**Q:** I have the cell edge of boron arsenide and a pencil. Can I get anywhere near the energy levels in this table?

Energy levels of boron arsenide (F-43m, two-atom cell, cubic edge 4.809 Å, relaxed beforehand with PAW), computed with Ansatz 0.2.0 using PBE and scalar-relativistic frozen-core PAW, without spin polarization. The cutoff is 420 eV, the k mesh 15 × 15 × 15 and the Fermi-Dirac smearing 0.08 eV. Energies are counted from the valence top.

```
k-point  k in reciprocal vectors  band -4 (eV)  band -3 (eV)  band -2 (eV)  band -1 (eV)  band +1 (eV)  band +2 (eV)
  GAMMA                    0 0 0        -15.22          0.00          0.00          0.00          3.26          3.26
      X              -0.5 -0.5 0        -11.14         -8.41         -3.99         -3.99          1.46          1.47
      U       -0.375 -0.375 0.25        -11.19         -8.04         -5.81         -3.41          2.06          5.50
      K           -0.375 0 0.375        -11.19         -8.04         -5.81         -3.41          2.06          5.50
      L                  0 0 0.5        -12.42         -8.63         -1.78         -1.78          2.57          4.77
      W          -0.5 -0.25 0.25        -10.99         -7.96         -5.36         -5.07          5.26          5.83
```

**A:** You can get near the averages of certain groups of levels, though not near each level. Each row is one k point, which fixes how the phase of an electron wave changes from one cell to the next. Bands −4 to −1 are filled and +1 and +2 are empty, with energies counted from the highest filled level. You need the cell edge, 4.809 Å, and one energy from the table, the −15.22 eV of band −4 at GAMMA.

**Q:** What do I do with the cell edge?

**A:** Pretend that the electrons are free. A free electron then has the energy E = q² · h²/(2ma²), with a the cell edge, m the electron mass and q the wave vector in units of 2π/a. The factor is roughly 150 eV Å² divided by a², here 6.5 eV. The slowest wave, q = 0, belongs at the bottom of the band, so you add each free-electron energy to −15.22 eV.

**Q:** But the levels at W lie between −10.99 and −5.07 eV. Free electrons would hardly do that.

**A:** At W they would all have the same energy. The point W is q = (1, ½, 0), and the crystal lets you add any triple of whole numbers that are all even or all odd. Three of the resulting waves are just as short as the first: (−1, ½, 0), (0, −½, 1) and (0, −½, −1). So four waves share q² = 1 + ¼ = 1.25, and the estimate is −15.22 + 1.25 · 6.504 = −7.09 eV. The four filled levels at W average −7.35 eV, and none of them was used to set up the estimate.

**Q:** Why should the average survive when the levels themselves are torn apart?

**A:** The atoms mix waves of equal energy into standing waves. Some of these put their charge where the potential is low, others where it is high, and within the group the gains and losses cancel. In matrix language, the waves have equal diagonal elements, and the coupling between them cannot change the sum of the eigenvalues. The potential meant here is the weak effective one that valence electrons feel once the core levels are set aside; the bare pull of the nuclei would be far too strong for such a rule.

**Q:** Let me try K, which is (¾, ¾, 0). I find three waves with q² = 1.125 and then two with 2.125.

**A:** The first group gives −7.90 eV, and the three lowest levels average −8.35 eV. The second gives −1.40 eV, against an average of −0.68 eV for bands −1 and +1. I have assigned levels to groups simply by their order in energy. Notice that the second group contains one filled and one empty level: at K, the crystal potential separates filled from empty states within a group that free electrons would leave together.

**Q:** My first estimate was too high and my second too low. Is that an accident?

**A:** The same happens at every point where we can test it: the lowest groups at X, K, L and W lie below their estimates, and the upper groups at X and K lie above theirs. Theory offers part of a reason. Waves of different kinetic energy also couple, which pushes the lower group down and the upper one up, and the rule leaves this out. But the band bottom from which you count is pushed down too, so a miss shows only the difference, and its sign needn't be the same everywhere. The effect should be clearest at X, where each wave of the lower group couples to all four of the upper one. Averaging over both groups should then remove much of the error, and it does: the single groups at X miss by about 1 eV, the average of all six levels by only 0.3 eV. For the small misses at L and W the reason stays open.

**Q:** Can I also estimate how far a group is torn apart?

**A:** Roughly, if you borrow two splittings. At L and at X the lowest group is a pair, and half its splitting measures one coupling: 1.9 eV at L and 1.4 eV at X. Each wave at W is tied to two others by the first kind of coupling and to one by the second. The root-mean-square spread about the average should therefore be √(2 · 1.9² + 1.4²), or about 3.0 eV.

**Q:** And the computed spread?

**A:** It is 2.4 eV at W, so the estimate is a quarter too large; at K it is about a tenth too large. The borrowed couplings already contain some influence of waves outside the pair, so they need not carry over unchanged. I can't tell from these numbers whether that accounts for the whole excess. The agreement at L and X is no test, because the couplings were taken there.

**Q:** Why does the lowest pair at X split at all? I thought that it stays together in diamond.

**A:** It does, because there the two atoms of the cell are alike and their effects on this pair cancel exactly. Boron and arsenic differ, so a remainder survives. The splitting at X is thus a sign of the difference between the two atoms, whereas the one at L would be there even if they were equal.

**Q:** Then I should be able to find the band gap.

**A:** There the rule fails. Its typical miss for a group average is 0.65 eV, more than half of the 1.20 eV gap, and single levels stray much further: the lowest one at W lies 3.9 eV below its group's estimate. The gap also depends on the lowest empty level, which lies on the way from GAMMA to X and in none of these rows. Even a perfect match would reproduce the gap of PBE, a functional that usually makes gaps too small.

**Q:** And the top of the filled levels, at GAMMA?

**A:** The rule probably does badly there, though the table can't settle it. Eight waves share q² = 3 there, and their estimated average is 4.3 eV. Seven of the eight levels are known from the calculation, the three at the valence top among them, and they average only 2.0 eV. The eighth lies above the computed bands, so the full average can't be checked. For the estimate to hold, that level would have to lie about 20 eV above the valence top. This is unlikely, because the rule puts even the next six waves, with q² = 4, at only about 11 eV. The estimate of 4.3 eV is therefore expected to be too high.

**Q:** What if I don't have the −15.22 eV either?

**A:** Each pair of boron and arsenic brings eight valence electrons, and a cube of edge a holds four pairs, so 32 electrons. Fill free-electron states at that density and take the depth of the filling as the width of the band. This puts the bottom at −15.9 eV, and the typical miss of the group averages grows to about 1 eV. The analysis printed below lists the estimates beside the computed averages.

**Q:** So how should I use this for a similar crystal?

**A:** Start with the cell edge: if it is a tenth longer, the free-electron energies shrink by about a sixth, and you should expect a narrower valence band. Take the band bottom from a calculation of that crystal or from the filling just described, since −15.22 eV belongs to boron arsenide alone. Then go to a point on the zone boundary, list the waves of equal length, and compare their energy with the average of the whole group. Single levels within a group can lie several eV from that energy.

Numerical output:

```
Free-electron energy unit in eV: 6.504
Lowest group of waves (energies in eV):
    row  waves  q squared  estimated mean  computed mean  estimate less computed  estimated spread  computed spread  mean of four filled
  GAMMA      1          0          -15.22         -15.22                       0                 0                0               -3.805
      X      2          1          -8.716         -9.775                   1.059             1.365            1.365               -6.883
      U      3      1.125          -7.903         -8.347                  0.4435             2.456            2.207               -7.112
      K      3      1.125          -7.903         -8.347                  0.4435             2.456            2.207               -7.112
      L      2       0.75          -10.34         -10.53                  0.1829             1.895            1.895               -6.153
      W      4       1.25           -7.09         -7.345                  0.2549             3.008            2.386               -7.345
X second group (4 waves) estimated mean in eV: -2.212
X second group computed mean in eV: -1.263
X second group estimate less computed in eV: -0.9497
K second group (2 waves) estimated mean in eV: -1.399
K second group computed mean in eV: -0.675
K second group estimate less computed in eV: -0.7242
K third group (1 wave) estimated level in eV: 5.105
K third group estimate less computed in eV: -0.3953
Rms miss of the seven group means without GAMMA and U in eV: 0.6546
X mean of all six levels estimate less computed in eV: -0.2802
K mean of all six levels estimate less computed in eV: -0.08553
K spread estimated above computed in percent: 11.26
W spread estimated above computed in percent: 26.03
W lowest level if read as the group mean, estimate less computed in eV: 3.9
GAMMA eight-wave group estimated mean in eV: 4.292
GAMMA mean of the seven known levels of that group in eV: 2.028
GAMMA estimate less mean of the seven in eV: 2.263
Band bottom from the Fermi energy of eight free electrons per cell in eV: -15.89
Rms miss of the seven group means with that bottom in eV: 0.9516
```
